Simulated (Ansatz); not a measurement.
# Surface energy of the basal face of hcp Zr from PBE energies of unrelaxed slabs of 5 to 13 layers

Before we model a contact, an oxide or an adsorbed layer on zirconium, we have to decide how thick the metal slab must be. The surface energy is a good test, because it also enters estimates of film wetting and crystal shape, and because it is a small remainder of large total energies. One atom per layer and the tabulated cell area identify the surface as the close-packed basal face. We fit a straight line to the PBE energies of slabs of different thickness. The slope is the energy of one more bulk layer, and the intercept is the cost of the two faces relative to that bulk. The line is then used to predict the slab of 8 layers. No measured surface energy is shown in the table, so the result is a value for the method.

## Computational details

Ansatz 0.2.0, plane-wave Kohn-Sham DFT with its default PAW datasets at a cutoff of 420 eV. Symmetric 1×1 slabs of 5 to 13 layers are cut at the tabulated measured lattice constant with atoms at bulk places and 18 Å of vacuum. In-plane k-spacing 0.15 Å⁻¹ (2π included), Fermi-Dirac smearing of 0.1 eV, dipole correction on. Spin-paired. Scalar-relativistic, no spin-orbit coupling. PBE; the crystal is hcp. The mesh is the same for all thicknesses of a face. Energies are extrapolated to zero smearing, and 4183.8 eV per atom is added to keep the numbers short, which leaves the intercept unchanged. E(N) = N·e + 2·A·γ holds once the two faces no longer feel each other. The same in all rows: area of the 1×1 cell: 9.035 Å².

- layers: number of atomic layers, one atom each.
- energy (eV): energy of the slab's 1×1 cell plus 4183.8 eV per atom.

## Numbers

```
member     layers  energy (eV)
5 layers   5       1.7197
6 layers   6       1.6874
8 layers   8       ?
10 layers  10      1.5430
13 layers  13      1.4370
```

Cells marked ? are withheld until the estimate has been made.

## Why the values move as they do

The energy falls with every step in thickness shown. The fall itself is not a binding energy: it reflects the constant of 4183.8 eV added per atom, which is slightly smaller than the magnitude of the bulk energy per atom. What matters is how constant the slope is. It is (1.6874 − 1.7197) / 1 = −0.0323 eV per layer from 5 to 6 layers, (1.5430 − 1.6874) / 4 = −0.0361 from 6 to 10, and (1.4370 − 1.5430) / 3 = −0.0353 from 10 to 13.

For a least-squares line through the four slabs we need the mean thickness, (5 + 6 + 10 + 13) / 4 = 8.5 layers, and the mean energy, (1.7197 + 1.6874 + 1.5430 + 1.4370) / 4 = 1.5968 eV. Weighting each energy by its slab's distance from the mean thickness, and dividing by the sum of the squared distances, (5 − 8.5)² + (6 − 8.5)² + (10 − 8.5)² + (13 − 8.5)² = 41, gives the slope ((5 − 8.5) × 1.7197 + (6 − 8.5) × 1.6874 + (10 − 8.5) × 1.5430 + (13 − 8.5) × 1.4370) / 41 = −0.03552 eV per layer. The intercept is 1.5968 + 8.5 × 0.03552 = 1.8987 eV. The surface energy is therefore 1.8987 / (2 × 9.035) = 0.1051 eV/Å², and 0.1051 × 16.02 = 1.68 J/m². Relaxing the atoms could only lower it.

The intercept is positive because an atom in a basal face has lost three of its twelve nearest neighbours. In a simple d-band picture the bond energy grows as the square root of the number of neighbours, so the loss costs less than a quarter of the bonding: 1 − √(9/12) = 0.13.

The slabs of 5, 6, 10 and 13 layers lie −1.4, +1.8, −0.5 and +0.1 meV from the line. Departures of either sign are expected from confinement, since the electron states across a thin film are discrete and their filling changes with each added layer. The slightly higher work function of the thinnest slab would fit this cause, but does not prove it. The surface energy hardly feels this: without the 5-layer slab it is 1.69 J/m², and without the 6-layer slab 1.68 J/m².

For the thickest slab alone the program warned that bands had been taken in. The line through the other three slabs, carried on to 13 layers, comes out only about 0.3 meV below the calculated energy, so the warning has left no visible mark on it.

## A prediction

Plain estimates from the members shown:

- 8 layers, straight-line interpolation between 6 layers and 10 layers: w = (8 − 6) / (10 − 6) = 0.500, so 1.6874 + 0.500 × (1.5430 − 1.6874) = 1.6152 eV

We take the line through all four slabs. The plain interpolation rests half its weight on the 6-layer slab, which lies farthest from the line, whereas the fit spreads the confinement scatter over all the points. For 8 layers the line gives 1.8987 − 8 × 0.03552 = 1.6145 eV. The interpolated 1.6152 eV is only 0.7 meV higher.

The route can be tried on the two inner slabs. With the 10-layer slab left out, the line through the rest puts its energy about 0.7 meV too high. With the 6-layer slab left out, the line puts its energy about 3 meV too low.

We apply no shift for confinement. Its sign at 8 layers does not follow from the neighbours, and an even number of layers gives no guidance either, since the slabs of 6 and 10 layers lie on opposite sides of the line.

The error bar comes from the scatter about the fit. Four points less two fitted constants give √((1.4² + 1.8² + 0.5² + 0.1²) / 2) = 1.7 meV. The uncertainty of the line itself, near the middle of the range, raises this to 1.7 × √(1 + 1/4) = 1.9 meV, which agrees with the size of the two trial misses.

**Committed estimate, 8 layers: energy = 1.615 ± 0.002 eV.**

## How the estimate fared

```
member    layers  energy (eV)
8 layers  8       1.6146
```

```
member    estimate       energy (eV)  computed  estimate − computed  miss in error bars
8 layers  committed      1.6150       1.6146    +0.0004              0.2
8 layers  interpolation  1.6152       1.6146    +0.0006
```

The estimate of 1.615 eV lies 0.4 meV above the calculated 1.6146 eV, well inside its error bar of 2 meV. It is slightly better than the plain interpolation, which is 0.6 meV too high. Most of our miss is rounding, since the fitted line itself gave 1.6145 eV.

The result fits the argument for using all four slabs, though one case and a difference this far below the scatter cannot prove it. The interpolation gives equal weight to the slabs of 6 and 10 layers, which lie 1.8 meV above and 0.5 meV below the line. Half their sum, (1.8 − 0.5) / 2 = 0.65 meV, accounts for its miss.

Our error bar assumed the same scatter at every thickness. With the new slab included, those of 8, 10 and 13 layers lie within 0.5 meV of the line, and only the two thinnest lie farther off. This is what we would expect if the two faces feel each other less as the film thickens, though five slabs are few to establish it. The linear law, a fixed cost for two faces plus a fixed energy per layer, is supported at 8 layers.

## Members off the line

No slab stands out on the scale of the surface energy. The farthest from the line through all five are those of 6 layers, 1.8 meV above it, and 5 layers, 1.4 meV below it. Confinement can give departures of either sign, but one or two meV for a whole slab is also within what the k-mesh and the rough exchange-correlation potential in the vacuum may cause.

## Conclusions

From 5 to 13 layers the energy of the unrelaxed slabs is linear in thickness. When each slab is left out in turn and predicted from the other four, the root-mean-square miss is about 2 meV.

For the surface energy, two slabs of moderate thickness are enough. Those of 8 and 13 layers give a slope of (1.4370 − 1.6146) / 5 = −0.03552 eV per layer and an intercept of 1.6146 + 8 × 0.03552 = 1.8988 eV, hence 1.8988 / (2 × 9.035) × 16.02 = 1.68 J/m², the same as the full fit. Even the slabs of 5 and 6 layers alone give an intercept of 1.7197 + 5 × 0.0323 = 1.8812 eV, hence 1.8812 / (2 × 9.035) × 16.02 = 1.67 J/m².

Thickness is therefore a small source of error in the surface energy, of the order of 0.01 J/m². Two others remain, whose sizes are not shown in the table. Relaxation of the outer layers would lower the value, and PBE itself tends to put the surface energies of metals too low.

[Logs are printed without paths, hosts, clocks, repeated set-up lines and the standing remarks that a program may print on its own settings, such as how far it seeks lower states.]

[On method and selection: Runs that did not converge, have known faults or may not be shown are not listed, and runs on Ansatz's PAW sets soft_1 and soft_2 are kept to separate tables. The two faces with the smallest area per atom are listed, of up to three that were run. Runs in which the search for lower states was switched off are not listed. Work functions and vacuum levels are read from the electrostatic potential (Hartree and local ionic parts), which a warning of a rough exchange-correlation potential in thin density does not concern. Where the table has no 7-layer slab, one was as a rule run in another session of the same face and is not part of the fit. Slabs under five layers (six on open faces) were run too and are not listed, as too thin for the line. The zero of the energy column is arbitrary, so only the intercept and the misses about the line carry meaning. The default PAW datasets of this version of Ansatz are the set soft_2. Slabs of Zr run and not listed: (0001) at 1, 2, 3, 4 and 7 layers. Those under five or six layers are too thin for the line, the 7- or 11-layer ones come from another session, and the table stops at six a face.]
